A bond critical point is the place between two bonded atoms where the electron density is lowest along the bond but highest across it. The Laplacian at that point is the sum of three curvatures of the density: two across the bond, which are negative, and one along it, which is positive. The sign of the sum therefore tells which direction wins. The values below come from a density-functional calculation on a propene skeleton whose middle carbon, atom 2, carries a GeH₂ group with most of the unpaired electron on germanium, atom 4.

QTAIM bond critical points of the neutral doublet radical CH₂=C(CH₃)GeH₂, calculated with PySCF 2.14.0 at the M06-2X/def2-TZVP level as a gas-phase single point on a GFN2-xTB geometry. Atoms 1 to 3 are carbon (CH₂, the middle carbon and CH₃, in that order), atom 4 is germanium and atoms 5 to 11 are hydrogen.

```
row  density (a.u.)  first atom  second atom  laplacian (a.u.)  ellipticity  energy density (a.u.)
  1           0.358       1.000        2.000            -1.106        0.287                 -0.431
  2           0.285       1.000        6.000            -1.011        0.012                 -0.293
  3           0.282       1.000        5.000            -0.989        0.010                 -0.287
  4           0.279       3.000        9.000            -0.955        0.011                 -0.281
  5           0.277       3.000        8.000            -0.942        0.008                 -0.278
  6           0.276       3.000        7.000            -0.938        0.008                 -0.277
  7           0.259       2.000        3.000            -0.672        0.009                 -0.232
  8           0.123       4.000       11.000             0.087        0.022                 -0.066
  9           0.122       4.000       10.000             0.086        0.022                 -0.066
 10           0.110       2.000        4.000             0.081        0.035                 -0.051
```

In the seven bonds without germanium, the Laplacian becomes steadily less negative as the density falls. The simplest reading is dilution: a bond point with less density has weaker curvatures of every kind. Continued to still lower density, this pattern would bring the Laplacian closer to zero from below. The three germanium bonds, rows 8 to 10, lie above zero instead.

Dilution can be made exact by imagining a density that is stretched equally in all directions while its number of electrons stays the same. If all lengths grow by a factor s, the density at corresponding points falls as 1/s³. A curvature is a density divided by a length squared, so it falls as 1/s⁵. Eliminating s gives

Laplacian ∝ density^(5/3)

The one-electron atom shows this rule at work. When its nuclear charge is lowered, the whole cloud swells without changing its shape, and the Laplacian at corresponding points weakens but keeps its sign. The analogy ends where a second atom or an inner shell comes in, because a germanium atom is not a swollen carbon atom. This difference is what the table brings out.

Dilution does not link the different kinds of carbon bond either: scaled down from the C–H bonds, the Laplacian of the C–C single bond should be clearly more negative than it is. Each germanium bond is therefore compared with a carbon bond to the same partner element. For the Ge–C bond, this reference is the C–C single bond in row 7. The estimate runs

0.110 / 0.259 = 0.425

0.425^(5/3) × (−0.672) = −0.16

The calculation gives +0.081 a.u., so the estimate misses by more than its own size. The two Ge–H bonds, compared in the same way with the mean of the five C–H bonds, miss by about 0.33 a.u. Since uniform stretching never changes a sign, the germanium bonds must differ from their carbon counterparts in the shape of the density, not only in its amount.

The size of these misses carries a reservation. The geometry comes from a tight-binding method, and its Ge–C distance of 2.03 Å is probably somewhat too long. Stretching a bond lowers the density at its critical point, so the germanium densities are probably somewhat too low. How far the Laplacians would move at a better geometry, or with relativity included for germanium, is untested.

Splitting the Laplacian into its directions shows where the shape has changed; the printed analysis after this text gives both parts for every row. Across the Ge–C bond, the summed curvature is about a quarter of that in the C–C bond, close to what dilution demands. Along the bond, dilution demands the same reduction, yet the curvature is practically unchanged: 0.33 against 0.32 a.u. The Ge–H bonds repeat the pattern, keeping 86 % of the C–H curvature along the bond. The positive sign thus arises because the sideways curvature has faded while the lengthwise curvature has not.

The structure of the atoms suggests why. A truly diluted C–C bond would have a swollen carbon atom at each end. In the Ge–C bond, one end is still an ordinary, compact carbon atom, and the density climbs towards it steeply. At the other end, the valence electrons of germanium are spread thinly, but the filled inner shells further in make the density rise steeply again. The bond point lies in a low, narrow valley between these two slopes, about 0.9 Å from the germanium nucleus in both Ge–C and Ge–H.

Polarity should deepen this effect. Germanium is less electronegative than carbon and carries a positive charge in this molecule, about +0.27 e in a Hirshfeld partition. The shared electrons are drawn towards the partner, which leaves the bond point in the thin region near the germanium core. Core size and polarity are expected to act in the same direction here, and their separate shares remain open. The same reasoning applies to bonds between carbon and silicon, where positive Laplacians also occur.

The C=C bond in row 1 breaks the pattern in a different way. Its ellipticity, the amount by which the stronger sideways curvature exceeds the weaker one, relative to the weaker, is 0.287; no other bond exceeds 0.035. Uniform stretching or compression would leave this number unchanged, so the double bond is not just a compressed single bond. The cause is the π density, which vanishes in the molecular plane and grows above and below it. It slows the fall of the total density in that direction and makes the cross-section of the bond oval.

The Laplacian alone would have hidden this change. Scaled up from the C–C single bond, it comes within about 4 % of the computed value for C=C. Yet the scaled curvatures are too strong both across and along the bond, and the two errors largely cancel in the sum. The good match across the Ge–C bond should therefore be read as a description of this molecule, not as a law. The argument from the change of sign does not depend on it.

A positive Laplacian could be taken as the mark of an ionic or closed-shell contact, in which electrons are hardly shared. The energy density, the sum of a positive kinetic part G and a negative potential part V, shows why that reading fails here. The local virial relation links both parts to the Laplacian:

Laplacian / 4 = 2G + V

energy density = G + V

The energy density is negative as soon as the potential part outweighs the kinetic part, whereas a negative Laplacian requires it to be more than twice as large. In the germanium bonds the ratio is 1.72 to 1.75, so the two signs differ. The electrons are still stabilised at the bond point, as in a covalent bond, but less strongly than in the carbon bonds, where the ratio is about 3.8 or more.

The bond orders support this reading. The Mayer order, an estimate of the number of shared electron pairs that depends somewhat on the basis set, is 0.89 for both Ge–C and the C–C single bond, although the density at the Ge–C point is less than half as large. Low density and a positive Laplacian here describe a polar covalent bond to an atom with a large core and a diffuse valence shell. Neither value ranks the strength of bonds between different pairs of elements.

The analysis program printed:

```
Dilution model and curvatures in a.u.:
  row  scaled_Laplacian  computed_less_scaled   across  scaled_across   along  scaled_along  potential_to_kinetic
    1            -1.153               0.04659   -1.402         -1.707  0.2959        0.5548                  3.79
    2           -0.9971              -0.01386   -1.526         -1.519   0.515        0.5215                  8.28
    3           -0.9797             -0.009295   -1.499         -1.492    0.51        0.5124                  8.22
    4           -0.9624              0.007396   -1.455         -1.466  0.5003        0.5033                 7.651
    5           -0.9509              0.008926   -1.444         -1.448   0.502        0.4973                 7.541
    6           -0.9452              0.007211   -1.439          -1.44  0.5015        0.4944                 7.518
    7            -0.672                     0  -0.9955        -0.9955  0.3235        0.3235                 4.625
    8           -0.2458                0.3328  -0.3482        -0.3743  0.4352        0.1285                 1.752
    9           -0.2424                0.3284  -0.3476        -0.3692  0.4336        0.1268                 1.754
   10           -0.1613                0.2423  -0.2491        -0.2389  0.3301       0.07762                 1.716
Ge-C density over C-C single bond density: 0.4247
mean Ge-H density over mean C-H density: 0.4378
Ge-C curvature across the bond over that of C-C single: 0.2502
Ge-C curvature along the bond over that of C-C single: 1.021
mean Ge-H curvature across over mean C-H: 0.2362
mean Ge-H curvature along over mean C-H: 0.8589
dilution factor for curvatures of Ge-C: 0.24
dilution factor for curvatures of Ge-H: 0.2524
double bond Laplacian, scaled less computed, in percent of computed: 4.212
largest ellipticity outside the double bond: 0.035
distance of the Ge-C bond point from Ge in angstrom: 0.935
distance of the Ge-H bond point from Ge in angstrom: 0.9141
```
